Stretching a layered crystal at fixed shape

A crystal that is squeezed pushes back, and as it is let out the push weakens. How fast it weakens depends on what is being squeezed: the strong bonds within a layer or the soft gap between layers. The table follows MoS₂ through a series of cells in which all edges are scaled by the same factor and the atoms keep their relative places. For the last cell the results are withheld. What pressure and what field gradient should the calculation give there?

MoS₂ (P6₃/mmc, 6 atoms), measured cell scaled at fixed shape, computed with Ansatz 0.2.0 in scalar-relativistic PBE without spin. The methods are LAPW (basis error 1 meV/atom), all-electron PAW (datasets made for each crystal) and frozen-core PAW (420 eV), all with 10 × 10 × 3 k points and 0.03 eV Fermi-Dirac smearing. Pressure is positive in compression; Vzz is the largest in size at any nucleus.

```
V/V(given)  volume (Å³/atom)  pressure, LAPW (GPa)  largest Vzz, all-electron PAW (1e21 V/m^2)  largest Vzz, PAW (1e21 V/m^2)
    0.9400             16.67                 21.22                                       -9.78                          -9.79
    0.9600             17.02                 16.69                                       -9.55                          -9.55
    0.9800             17.38                 12.60                                       -9.32                          -9.31
    0.9900             17.55                 10.71                                       -9.20                          -9.20
    1.0100             17.91                  7.20                                       -8.99                          -8.97
    1.0200             18.09                  5.58                                       -8.88                          -8.87
    1.0400             18.44                  2.57                                       -8.68                          -8.66
    1.0600             18.80                     ?                                           ?                              ?
```

The volume ratio V/V(given), called v below, compares each cell with the measured one. The pressure is minus the slope of the energy against volume, so it is positive where the crystal would lower its energy by expanding. The largest Vzz is the strongest field gradient at any nucleus. It measures how far the charge around that nucleus departs from a round or cubic arrangement.

The pressure falls at every known step, but it falls ever more gently. A fair measure of stiffness is the drop in pressure divided by the increase in ln V. It is 215 GPa between the two most compressed cells and 155 GPa between the two most expanded known ones. The reason is general: the repulsion between overlapping electron shells rises steeply as atoms approach, so a bond resists more strongly the shorter it already is. A straight line through the last two known pressures ignores this softening and would give −0.44 GPa for the withheld cell.

A better formula follows from a good choice of variable. Near its minimum, the energy of a solid is well described by a short power series in the Eulerian strain, which varies with volume as v^(−2/3). With x = v^(−2/3) − 1, let the energy be a cubic in x. Its slope with respect to x is a quadratic, and the slope of x with respect to volume contributes a factor v^(−5/3). The pressure is therefore

P = v^(−5/3) (a + b x + c x²)

This is the third-order Birch–Murnaghan equation, arranged around the given cell instead of the cell of zero pressure. Its three constants were fitted to the seven known pressures: a = 8.911, b = 240.5 and c = 57.4 GPa. The withheld row took no part. For v = 1.06 the steps are

x = 0.9619 − 1 = −0.0381
a + b x + c x² = 8.911 − 9.163 + 0.083 = −0.169 GPa
P = 0.9075 × (−0.169 GPa) = −0.153 GPa

The forecast is a pressure slightly below zero, −0.15 GPa, give or take 0.10 GPa. The error bar is set by the choice of formula. Leaving out the term with c gives the second-order equation, which describes the known rows less well and predicts −0.25 GPa. In either form the large terms nearly cancel, so a modest error in the curve matters greatly relative to so small a pressure.

The field gradient needs a different argument. If it came from rigid charges outside the atom, each would contribute in proportion to 1/r³, where r is its distance from the nucleus. Uniform scaling would then make Vzz go exactly as 1/V. From v = 0.94 to 1.04 its size would fall by 9.6 %, whereas the all-electron PAW column falls by 11.2 %. The simple picture comes close, but the difference is well above the rounding of the table.

Coming close does not make the picture right. In the two cells for which the gradients of all six nuclei are at hand, v = 0.96 and 1.04, the largest belongs to molybdenum. At such an atom the gradient comes mostly from its own valence electrons, which sit far closer to the nucleus than any neighbour. Its negative sign fits an excess of electrons along the layer normal, as expected when the two d electrons left over from bonding largely occupy the d orbital that points that way. Longer bonds mix the molybdenum and sulfur orbitals differently and so change this imbalance, but the table does not separate that effect from others.

A power of the volume is therefore used only as a description. Fitted to the known rows, its exponent is about −1.2 in both columns. The forecast is a gradient that is still negative but smaller in size: −8.49 for all-electron PAW and −8.46 for PAW, each give or take 0.03, in units of 10²¹ V/m². The continuation assumes that molybdenum still carries the largest gradient in the withheld cell, as it does at v = 0.96 and 1.04.

The withheld rows as computed:

```
V/V(given)  volume (Å³/atom)  pressure, LAPW (GPa)  largest Vzz, all-electron PAW (1e21 V/m^2)  largest Vzz, PAW (1e21 V/m^2)
    1.0600             18.80                 -0.15                                       -8.48                          -8.46
```

All three values lie well inside their error bars. The third-order equation reproduces the pressure to within the rounding of the table, while the second-order form misses it by about 0.10 GPa and the straight line by 0.29 GPa. The softening of the crystal thus matters even over a step of two per cent in volume. The gradients are missed by less than 0.01 in the units of the table when the unrounded forecasts are used, so the error bars were generous. The printed output after this text gives the fits in full.

The forecast of a pressure near zero was not pure foresight. The energies of the same calculations, which were not used in the fits, are counted from the lowest cell, and none of the seven known cells was the lowest. That already pointed to the last one, and the size of the energies says more. The cell at v = 1.04 lies 2.6 meV per atom above the last one, which makes the average pressure over that step about 1.2 GPa. This is less than half of the 2.57 GPa at its start, so a pressure that fell evenly would end near −0.2 GPa. The energies alone would thus have led to nearly the same forecast, but the fit used only the pressures. Its success is plausible because the step was short and the known cells all keep an energy gap of nearly the same width, with no sign of a change of electronic state that would bend the curves.

A pressure close to zero suggests a crystal at rest, but the stress tells another story. The tabulated pressure is the average over three directions. At v = 1.04 the crystal pushes outward with 6.4 GPa along c, the normal of the layers, but with only 0.6 GPa in the plane. If this difference is continued to zero average pressure, about 3.6 GPa of push remains along c, balanced by a pull of 1.8 GPa in each direction of the plane. The last cell bears this out: its computed stress is 3.4 GPa along c and −1.9 GPa in each direction of the plane.

Much of the push along c comes from inside the layers. The sulfur atoms could slide along c without breaking the symmetry, but here they are held at fixed relative heights and feel strong forces. These forces grow on compression, as they should if squeezed Mo–S bonds are driving sulfur away from molybdenum. At v = 1.01, close to the measured volume, the force on each sulfur is still 1.0 eV/Å. That is more than the usual small error of PBE in bond lengths would be expected to cause, so the sulfur heights in the measured structure are probably too small. Part of the pressure at the given volume, 8.9 GPa in the fit, would then come from misplaced atoms and not from the material itself. A stretch along c does two things here: it thickens each layer and it widens the gap. The share of the stress that belongs to the thickening is the force on each sulfur times its height above or below the molybdenum plane, summed over the sulfur atoms and divided by the volume. With a rough, recalled height of 1.6 Å, this share is most of the stress along c in the two cells examined, v = 0.96 and 1.02. A somewhat smaller height would lower it only in proportion. The series therefore probes stiff chemical bonds at least as much as the gap between layers.

This explains why the stiffness found here must not be taken for the bulk modulus of the material, which is recalled as roughly 60 GPa. Under real pressure MoS₂ first closes the soft gap between its layers and leaves the Mo–S bonds almost alone. A series with relaxed shape and sulfur heights should accordingly show a much gentler rise in pressure. Its molybdenum gradient should also change less for the same loss of volume, because the nearest surroundings of the atom would hardly change. Such a series would need a description of dispersion, the weak attraction that holds the layers together and that plain PBE lacks.

The two gradient columns differ by at most 0.02 in the known rows, far less than the change across the series. The frozen-core calculation is therefore good enough to follow this trend. Their agreement does not vouch for the absolute value, since both use the same functional and the same, probably wrong, sulfur heights, and both leave out spin–orbit coupling.

For work on strained films or on lattice constants, the rule is to read the stress direction by direction and to look at the forces on the atoms before calling a cell relaxed. In a layered crystal, an average pressure of zero can hide a push along one axis and a pull along the other two.

Output of the analysis:

```
fit of P_LAPW on 7 rows: coefficient of w 8.911 +/- 0.0011, coefficient of w*xe 240.5 +/- 0.05, coefficient of w*xe**2 57.39 +/- 1.8; rms 0.00165, worst 1.01 0.00324, leave-one-out rms 0.00392
  rows outside the fit (model, value, miss): 1.06 -0.1534, -0.15, -0.00343
fit of P_LAPW on 7 rows: coefficient of w 8.934 +/- 0.012, coefficient of w*xe 241.6 +/- 0.52; rms 0.0263, worst 1.04 -0.0413, leave-one-out rms 0.0453
  rows outside the fit (model, value, miss): 1.06 -0.2451, -0.15, -0.0951
fit of Vzz_allelectronPAW on 7 rows: coefficient of vr**(-s) -9.094 +/- 0.0019, s 1.188; rms 0.00422, worst 0.94 -0.00717, leave-one-out rms 0.00664
  rows outside the fit (model, value, miss): 1.06 -8.486, -8.48, -0.00586
fit of Vzz_PAW on 7 rows: coefficient of vr**(-s) -9.084 +/- 0.0015, s 1.219; rms 0.0034, worst 0.94 -0.0053, leave-one-out rms 0.00552
  rows outside the fit (model, value, miss): 1.06 -8.461, -8.46, -0.00108
stiffness between 0.94 and 0.96, GPa: 215.2
stiffness between 1.02 and 1.04, GPa: 155
straight line through the last two known rows, pressure at 1.06, GPa: -0.44
relative volume of zero mean pressure, third-order fit: 1.059
fall in size of Vzz from 0.94 to 1.04, all-electron PAW, percent: 11.25
the same fall if Vzz went as 1/V, percent: 9.615
largest difference of the two Vzz columns, known rows, 1e21 V/m^2: 0.02
stress along c less stress in the plane at 0.94, GPa: 8.156
stress along c less stress in the plane at 1.04, GPa: 5.786
extrapolated stress along c at zero mean pressure, GPa: 3.618
extrapolated stress in the plane at zero mean pressure, GPa: -1.809
rough share of the stress along c due to the forces on S, row 0.96: 0.9346
rough share of the stress along c due to the forces on S, row 1.02: 0.8308
```
